**Student.** In lecture you said that a neutral Fermi liquid can hardly avoid having zero sound. In the model with $F_0$ alone there is no undamped root once $F_0<0$, so how can there be a theorem?

**Lecturer.** There are two channels, and the Pauli principle ties them together. That is Mermin's argument of 1967. The premises come first, since the theorem is no stronger than they are.

1. An isotropic, neutral, unpolarised normal liquid of two-state fermions at $T=0$, probed at $q\ll k_F$ without collisions.
2. Interaction $f_{\sigma\sigma'}=f^s+\sigma\sigma' f^a$ with $\sigma=\pm1$, density of states of both spins $N(0)=m^*k_F/\pi^2\hbar^2$, and $F^{s,a}(\cos\gamma)=N(0)f^{s,a}=\sum_l F_l^{s,a}P_l(\cos\gamma)$, square integrable on the sphere. Here $\gamma$ is the angle between two momenta.
3. Stability: $1+F_l^{s,a}/(2l+1)>0$ for every $l$.
4. The static scattering amplitude on the Fermi surface is continuous where all four momenta merge.

Brackets $\langle\dots\rangle$ mean $\int d\Omega/4\pi$, and $\mu=\hat p\cdot\hat q$.

**Student.** Start from the kinetic equation, so that I see where the factors of two go.

**Lecturer.** The linearised collisionless equation is $\partial_t\delta n+\mathbf v\cdot\nabla\delta n-\nabla\delta\varepsilon\cdot\partial n^0/\partial\mathbf p=0$, with $\partial n^0/\partial\mathbf p=-\mathbf v\,\delta(\varepsilon-\varepsilon_F)$. Put $\delta n_{\mathbf p\sigma}=\delta(\varepsilon-\varepsilon_F)\,\nu_\sigma(\hat p)\,e^{i(\mathbf q\cdot\mathbf r-\omega t)}$. Each spin has density of states $N(0)/2$, so $\delta\varepsilon_\sigma=\tfrac12N(0)\sum_{\sigma'}\langle f_{\sigma\sigma'}\nu'_{\sigma'}\rangle'$. For $\nu^{s,a}=(\nu_\uparrow\pm\nu_\downarrow)/2$ the channels separate, and with $s=\omega/qv_F$, $v_F=\hbar k_F/m^*$, each obeys

$$s\,\nu=\mu\,(1+\hat F)\,\nu,\qquad (\hat F\nu)(\hat p)=\langle F(\hat p\cdot\hat p')\,\nu(\hat p')\rangle' .$$

By the addition theorem $\hat F$ multiplies a spherical harmonic of order $l$ by $f_l=F_l/(2l+1)$. The same deformation costs $\delta(E-\varepsilon_FN)/V=\tfrac12N(0)\langle\nu|1+\hat F|\nu\rangle$ per channel. Premise 3 says that this is positive, which is Pomeranchuk's condition.

**Student.** The operator $\mu(1+\hat F)$ is a product of two symmetric operators that do not commute. Why should $s$ even be real?

**Lecturer.** That is the first use of stability. Since $1+f_l>0$, the root $(1+\hat F)^{1/2}$ exists and is symmetric. Square integrability makes $\sum_l(2l+1)f_l^2$ finite, so $f_l\to0$, the numbers $1+f_l$ stay away from zero, and the root has a bounded inverse. Apply it to the equation and set $\chi=(1+\hat F)^{1/2}\nu$:

$$s\,\chi=\hat K\chi,\qquad \hat K=(1+\hat F)^{1/2}\,\mu\,(1+\hat F)^{1/2}.$$

$\hat K$ is bounded and self-adjoint, so its spectrum is real. It commutes with rotations about $\hat q$, so we may stay among functions of $\mu$ alone, the sector $m=0$. Define $s_0$ as the supremum of $\langle\chi|\hat K|\chi\rangle/\langle\chi|\chi\rangle$ there.

**Student.** A supremum need not be attained. For the free gas it equals 1 and there is no normalisable eigenfunction.

**Lecturer.** Right, and that is why we need $s_0>1$ strictly. Write $(1+\hat F)^{1/2}=1+\hat D$, where $\hat D$ has eigenvalues $\sqrt{1+f_l}-1\to0$ and is therefore compact. Then $\hat K=\mu+\hat C$ with $\hat C=\hat D\mu+\mu\hat D+\hat D\mu\hat D$ compact. Take normalised $\chi_n$ whose quotients tend to $s_0$. The operator $s_0-\hat K$ is non-negative, so $\|(s_0-\hat K)\chi_n\|^2\le\|s_0-\hat K\|\,\langle\chi_n|s_0-\hat K|\chi_n\rangle\to0$. Hence $(s_0-\mu)\chi_n-\hat C\chi_n\to0$. Compactness gives a subsequence on which $\hat C\chi_n$ converges. If $s_0>1$, then $1/(s_0-\mu)$ is bounded, so $\chi_n$ itself converges, to a normalised $\chi$ with $\hat K\chi=s_0\chi$. This is a real frequency $\omega=s_0v_Fq$ above the particle-hole continuum $|s|\le1$. No quasiparticle keeps pace with the wave, and there is no Landau damping.

**Student.** So everything reduces to one trial function with quotient above 1. Where does the scattering amplitude enter? So far I see only $F$.

**Lecturer.** Change variable once more, to $\psi=(1+\hat F)^{1/2}\chi=(1+\hat F)\nu$. Then $\langle\chi|\hat K|\chi\rangle=\langle\psi|\mu|\psi\rangle$ and $\langle\chi|\chi\rangle=\langle\psi|(1+\hat F)^{-1}|\psi\rangle$. Define $\hat A$ by $(1+\hat F)^{-1}=1-\hat A$. Its eigenvalues are $f_l/(1+f_l)$, so its kernel is

$$A(\cos\gamma)=\sum_lA_lP_l(\cos\gamma),\qquad A_l=\frac{F_l}{1+F_l/(2l+1)} ,$$

and $s_0=\sup\,\langle\psi|\mu|\psi\rangle/\langle\psi|1-\hat A|\psi\rangle$ with a positive denominator. Fix a number $s>1$. The quotient exceeds $s$ exactly when

$$s\,\langle\psi|\hat A|\psi\rangle>\langle\psi|\,s-\mu\,|\psi\rangle .$$

One $\psi$ that satisfies this proves $s_0>s$.

**Student.** I would concentrate $\psi$ near the forward direction, where $s-\mu$ is smallest. Take $\psi=1$ on a cap $1-\mu<\eta$. For $s\to1$ the right side is $\eta^2/4$ and the left side is about $A(1)\,\eta^2/4$. That needs $A(1)>1$, which is not your claim.

**Lecturer.** Both sides scale alike, so a cap of one size gains nothing. Use all sizes at once. Let $\psi=1/(s-\mu)$ inside the cap $\theta<\theta_0$, zero outside, and $\eta=1-\cos\theta_0$. The right side is exactly

$$I(s)=\int_{1-\eta}^{1}\frac{d\mu}{2}\,\frac{1}{s-\mu}=\frac12\ln\Big(1+\frac{\eta}{s-1}\Big).$$

On the left, any two directions in the cap are less than $2\theta_0$ apart. Let $A_{\min}$ be the smallest value of the kernel for $\gamma\le2\theta_0$. Since $\psi\ge0$, we have $\langle\psi|\hat A|\psi\rangle\ge A_{\min}I^2$. The inequality is therefore secured by

$$s\,A_{\min}\,I(s)>1 .$$

Suppose $A(1)=\sum_lA_l>0$. By continuity at $\gamma=0$ there is a $\theta_0$ with $A_{\min}>0$. Hold it fixed and let $s\to1^+$. Then $I$ diverges logarithmically and the condition is met. The interaction gains as $I^2$ and the cost grows only as $I$. Solving $A_{\min}I=1$ gives an explicit bound,

$$s_0-1>\frac{\eta}{e^{2/A_{\min}}-1}.$$

That is the first half: in a stable liquid a positive forward amplitude in a channel is sufficient for an undamped $m=0$ mode in that channel.

**Student.** The trial function looks like a trick. Does it reproduce anything I know?

**Lecturer.** Keep $F_0$ only. Then $A=A_0=F_0/(1+F_0)$ is constant, the cap can be the whole sphere, and $I$ becomes $Q_0(s)=\tfrac12\ln\frac{s+1}{s-1}$. The borderline $sA_0Q_0=1$ reads $sQ_0-1=1/F_0$, which is Landau's dispersion relation, and the trial function is the exact eigenfunction. Because $sQ_0-1=\langle\mu/(s-\mu)\rangle$ is positive for $s>1$, this also confirms your remark that $F_0<0$ gives no root.

**Student.** And why only $m=0$?

**Lecturer.** A function with $m\neq0$ meets harmonics that vanish at $\theta=0$, which removes the logarithm. With $F_1$ alone take $\psi=\sin\theta\,e^{i\varphi}/(1-\mu)$, the limit $s\to1$ of the exact form. The cost is $\langle1+\mu\rangle=1$. The overlap with the normalised harmonic $\sqrt{3/2}\sin\theta\,e^{i\varphi}$ is $\sqrt{3/2}$, so the gain is $\tfrac32\,f_1/(1+f_1)$. One needs $f_1>2$, that is $F_1>6$. Transverse modes have thresholds. The $m=0$ mode has none once $A(1)>0$.

**Student.** Now the second half. You call $A$ an amplitude, but you defined it by algebra.

**Lecturer.** Add a slowly varying static potential $U(\hat p)$ to $\delta\varepsilon$. The equation becomes $(s-\mu)\nu=\mu(\hat F\nu+U)$, and at $s=0$ it gives $\nu=-(1+\hat F)^{-1}U$. The potential that a quasiparticle feels is $U+\hat F\nu=(1+\hat F)^{-1}U$. Let the source be another quasiparticle at $\hat p'$, so that $U$ is the kernel $F(\hat p\cdot\hat p')$. The screened result is the kernel of $(1+\hat F)^{-1}\hat F=\hat A$. So $A/N(0)$ is the amplitude, positive for repulsion, for two quasiparticles on the Fermi surface to exchange a vanishing momentum at zero energy transfer. A spin-up source produces $F^s+F^a$ on up spins and $F^s-F^a$ on down spins. Each part is screened in its own channel, so $A_{\uparrow\uparrow}=A^s+A^a$.

**Student.** And antisymmetry kills it at $\gamma=0$. But antisymmetry should hold for $F_{\uparrow\uparrow}$ as well.

**Lecturer.** It does not, and the geometry shows why. Take $\mathbf p_1,\mathbf p_2\to\mathbf p_3,\mathbf p_4$, all on the Fermi surface. The final pair is the initial pair turned by an angle $\phi$ about the total momentum, so the amplitude is $T(\gamma,\phi)$, and $A_{\uparrow\uparrow}(\cos\gamma)=T(\gamma,\phi\to0)$. Exchanging the two outgoing fermions sends $\phi\to\phi+\pi$, so $T(\gamma,\phi+\pi)=-T(\gamma,\phi)$. As $\gamma\to0$ all four momenta merge. Premise 4 says that the limit does not depend on $\phi$. It then equals its own negative:

$$\sum_l\,(A_l^s+A_l^a)=0 .$$

In $T$ the direct transfer $\mathbf p_1-\mathbf p_3$ and the exchange transfer $\mathbf p_1-\mathbf p_4$ are both static, so they stand on the same footing. $F$ is the opposite limit, $qv_F/\omega\to0$, in the direct transfer only, while the exchange transfer stays static. The symmetry between the two is lost.

**Student.** Then the conclusion is arithmetic. Two numbers add to zero, so one is positive.

**Lecturer.** Unless both vanish. If $\sum_lA_l^s>0$ there is a spin-symmetric mode, density zero sound. If $\sum_lA_l^s<0$, then $\sum_lA_l^a>0$ and there is spin zero sound. If both sums are zero the argument is silent.

**Student.** Silent, or negative?

**Lecturer.** Silent, because the condition is sufficient and not necessary. The free gas has both sums zero and no mode. Now keep $F_0$ and $F_1$, with $\nu_0=\langle\nu\rangle$ and $\nu_1=\langle\mu\nu\rangle$. The equation reads $\nu=\mu(F_0\nu_0+F_1\nu_1\mu)/(s-\mu)$. Averaging $s\nu=\mu(1+\hat F)\nu$ gives $s\nu_0=(1+F_1/3)\nu_1$, so $F_1\nu_1=A_1s\nu_0$. With $\langle\mu^2/(s-\mu)\rangle=s(sQ_0-1)$ one finds

$$sQ_0(s)-1=\frac{1}{F_0+A_1s^2}.$$

Choose $F_0=2$ and $F_1=-6/11$, which is stable. Then $A_0=2/3$ and $A_1=-2/3$, the sum vanishes, and yet there is a root at $s=1.07$.

**Student.** Premise 4 still bothers me. Can I see it hold somewhere?

**Lecturer.** In a dilute gas of $^6$Li atoms shared equally between two hyperfine states, which play the two spins, with scattering length $a>0$. The masses are equal and only unlike states scatter in the $s$ wave. Let $\lambda=2k_Fa/\pi$, $y=\sin(\gamma/2)$ and $L=\ln\frac{1+y}{1-y}$. I take as given input the second-order Landau function of Abrikosov and Khalatnikov:

$$F^s=\lambda+\lambda^2\,[2+g(y)],\quad g=\frac{(1-2y^2)L}{2y},\qquad F^a=-\lambda-\lambda^2\Big[1-\frac{yL}{2}\Big].$$

Add them: $F^s+F^a=2\lambda^2u(y)$ with $u=\tfrac12+\frac{1-y^2}{4y}L$, the static Lindhard function normalised to $u(0)=1$, at transfer $|\mathbf p-\mathbf p'|=2k_Fy$. Two up spins interact by polarising the down spins, and $F_{\uparrow\uparrow}$ holds only the exchange term, which tends to $2\lambda^2$ and not to zero. Now $\hat A=\hat F-\hat F^2+\dots$, and to this order the kernel of $\hat F^2$ is the constant $\lambda^2$ in both channels. Since $g(0)=1$,

$$A^s(1)=\lambda+2\lambda^2,\qquad A^a(1)=-\lambda-2\lambda^2 .$$

The sum rule holds. Moreover $A_{\uparrow\uparrow}=2\lambda^2[u(y)-1]$ is the $\phi\to0$ limit of $2\lambda^2[u_{14}-u_{13}]$, where $u_{ij}$ is $u$ at $|\mathbf p_i-\mathbf p_j|/2k_F$. Screening has supplied the direct term, the result is odd under exchange, and it is continuous because $u$ is.

**Student.** But $L$ diverges at $\gamma=\pi$. Your kernel is unbounded.

**Lecturer.** That is the logarithm of the pair channel. It is square integrable, and the cap never sees it. It does make $A_l$ alternate and fall only as $1/l$, so the series converges conditionally, and $\sum_lA_l$ is to be read as the limit of the kernel at $\gamma\to0$.

**Student.** Give me numbers.

**Lecturer.** Assume $k_Fa=0.3$, so $\lambda=0.191$. With $\langle\dots\rangle=\int_0^12y\,dy$ and $\cos\gamma=1-2y^2$ the moments are

$$F_0^s=\lambda+\tfrac23(2+\ln2)\lambda^2=0.256,\qquad F_0^a=-\lambda-\tfrac23(1-\ln2)\lambda^2=-0.198,$$

and $F_1^s=\tfrac25(7\ln2-1)\lambda^2=0.056$, so $m^*/m=1+F_1^s/3=1.019$ by Galilean invariance. For $l\ge1$, $|P_l|\le1$ gives $|f_l|\le\lambda^2\int_0^1L\,dy=2\ln2\,\lambda^2=0.051$ in both channels. The model is stable. The forward amplitudes are $A^s(1)=0.264$ and $A^a(1)=-0.264$, so the theorem grants the density mode and says nothing on spin. For the bound take $\theta_0=45^\circ$, $\eta=0.293$. Then $\gamma\le90^\circ$, where $g\ge0$, so $A_{\min}=\lambda+\lambda^2=0.227$, and $s_0-1>4\times10^{-5}$ for the second-order kernel.

**Student.** That is a bound. What is the velocity?

**Lecturer.** Write $\Phi=(s-\mu)\psi$. The eigenvalue equation $s(1-\hat A)\psi=\mu\psi$ becomes $\Phi(\hat p)=s\langle A(\hat p\cdot\hat p')\Phi'/(s-\mu')\rangle'$, and I normalise $\Phi=1$ along $\hat q$. At weak coupling $s-1$ is exponentially small, $Q_0\simeq1/A(1)$ is large, and the logarithm comes from $\hat p'$ near $\hat q$. Subtracting the equation at $\hat q$ gives $\Phi(\mu)-1=[A(\mu)-A(1)]/A(1)+O(\lambda^2)$, which is of order $\lambda$. At $\hat q$ itself,

$$1=sQ_0A(1)-s\Big\langle\frac{A(1)-A(\mu)\Phi(\mu)}{s-\mu}\Big\rangle ,$$

and the numerator is $2[A(1)-A(\mu)]+O(\lambda^3)$. It vanishes at $\mu=1$, so we may set $s=1$. With $1-\mu=2y^2$,

$$Q_0=\frac{1+2B}{A(1)}+O(\lambda^2),\qquad B=\lambda^2\int_0^1\frac{1-g}{y}\,dy=(3\ln2-1)\lambda^2 .$$

Let $A^s(1)=\lambda+2\lambda^2+c\lambda^3$, where $c$ is a third-order coefficient that our input does not contain. Expanding, and using $s-1=2e^{-2Q_0}$ near the edge,

$$Q_0=\frac1\lambda-2+(2+6\ln2-c)\lambda,\qquad s-1\to2e^{4}\,e^{-\pi/k_Fa}\quad(k_Fa\to0).$$

Since $\nu=\mu\Phi/[s(s-\mu)]$, its average is about $Q_0-1\neq0$, so this mode does carry density.

**Student.** The mean-field model, $F_0=\lambda$, has $Q_0=1/\lambda+1$ and the prefactor $2e^{-2}$. Second order changes the answer by $e^6$?

**Lecturer.** By $e^6\approx403$, however small $k_Fa$ is, because a relative correction of order $\lambda$ to the amplitude shifts $1/A(1)$ by a constant, and that constant sits in an exponent. At $k_Fa=0.3$ mean field gives $7.7\times10^{-6}$ and the asymptotic formula gives $3\times10^{-3}$.

**Student.** Then the next term is in the exponent as well, and I should not trust the 3.

**Lecturer.** You should not. The known part of that term has coefficient $2+6\ln2=6.16$ and multiplies $s-1$ by $e^{-2(6.16)\lambda}=0.095$, which would bring it to $3\times10^{-4}$. The unknown part multiplies it by $e^{0.38c}$. The model supports only $\delta=s-1\sim10^{-3}$, within a factor of several either way. Existence is far more robust than the number, since it needs only the sign of $A^s(1)$.

**Student.** What does $\delta\sim10^{-3}$ mean in the laboratory?

**Lecturer.** Take an illustrative total density $n=10^{12}\ \mathrm{cm^{-3}}$ and mass approximately $6.015$ u. Then $k_F=(3\pi^2n)^{1/3}=3.09\ \mu\mathrm m^{-1}$, $a=1.8\times10^3\,a_0$, $v_F=\hbar k_F/m^*=32$ mm/s, and with $E_F=\hbar^2k_F^2/2m$ one has $T_F=0.39\ \mu$K and $E_F/\hbar=5.1\times10^4\ \mathrm{s^{-1}}$. The model's mode outruns $v_F$ by about $0.03$ mm/s. That margin sets the range of validity, and I estimate it with $m^*\approx m$.

- *Wavelength.* At finite $q$ the continuum ends at $\omega=v_Fq\,(1+q/2k_F)$. The Landau limit needs $q\ll2k_F\delta$, a wavelength well above $\pi/k_F\delta\approx1$ mm.
- *Temperature.* A quasiparticle that matches the phase velocity lies $2\delta E_F$ above the Fermi level. Thermal Landau damping falls as $e^{-2\delta T_F/T}$, so one needs $T\ll2\delta T_F\approx0.8$ nK.
- *Collisions.* The condition $\omega\tau\gg1$ is not enough. The width $1/\tau$ must lie below the distance from the edge, so $\omega\tau\gg1/\delta$.
- *Lifetime.* That distance, $v_Fq(\delta-q/2k_F)$, is largest at $q=k_F\delta$, where it is $\delta^2E_F/\hbar\approx0.05\ \mathrm{s^{-1}}$. Resolving it takes some $20$ s.

**Student.** And the repulsive gas is not even the ground state.

**Lecturer.** Correct. For large $a>0$ there is a shallow dimer, and the gas is a metastable branch. Premise 3 concerns deformations of the Fermi surface and knows nothing of this. Three-body recombination goes at a rate $C(na^3)^2E_F/\hbar$, with $C$ typically between 10 and 100. Here $(na^3)^2=8\times10^{-7}$, so the rate is $0.4$ to $4\ \mathrm{s^{-1}}$, above the splitting to be resolved. As typical knowledge, uniform traps are about $0.1$ mm long and the coldest such gases have $T/T_F$ of several per cent. The model therefore overstates the sharpness of the response. Real samples miss the wavelength condition by an order of magnitude or more and the temperature condition by one to two, and the collisionless density response is then a broad particle-hole band, reshaped near its edge by the interaction.

**Student.** Let me state what survives. For a neutral, isotropic, normal liquid at $T=0$ and $q\to0$, stable in every harmonic and with an amplitude continuous in the forward direction, $\sum_lA_l>0$ in a channel gives a mode with $s_0-1>\eta/(e^{2/A_{\min}}-1)$. The Pauli rule forces one of the two sums to be positive unless both vanish, and that case stays undecided.

**Lecturer.** Add where the premises fail. With Coulomb forces $F_0^s$ acquires a term in $1/q^2$ and the density mode becomes the plasmon. With dipolar forces isotropy is lost and the small-transfer limit depends on direction. Below a pairing temperature the liquid is not normal, and at a Pomeranchuk boundary $1+\hat F$ has no inverse. In two dimensions the measure near the forward direction changes and the estimate must be redone. Within the premises the theorem fixes existence and a lower bound, and the dilute-gas model at $k_Fa=0.3$ places its density mode only about one part in a thousand above $v_F$.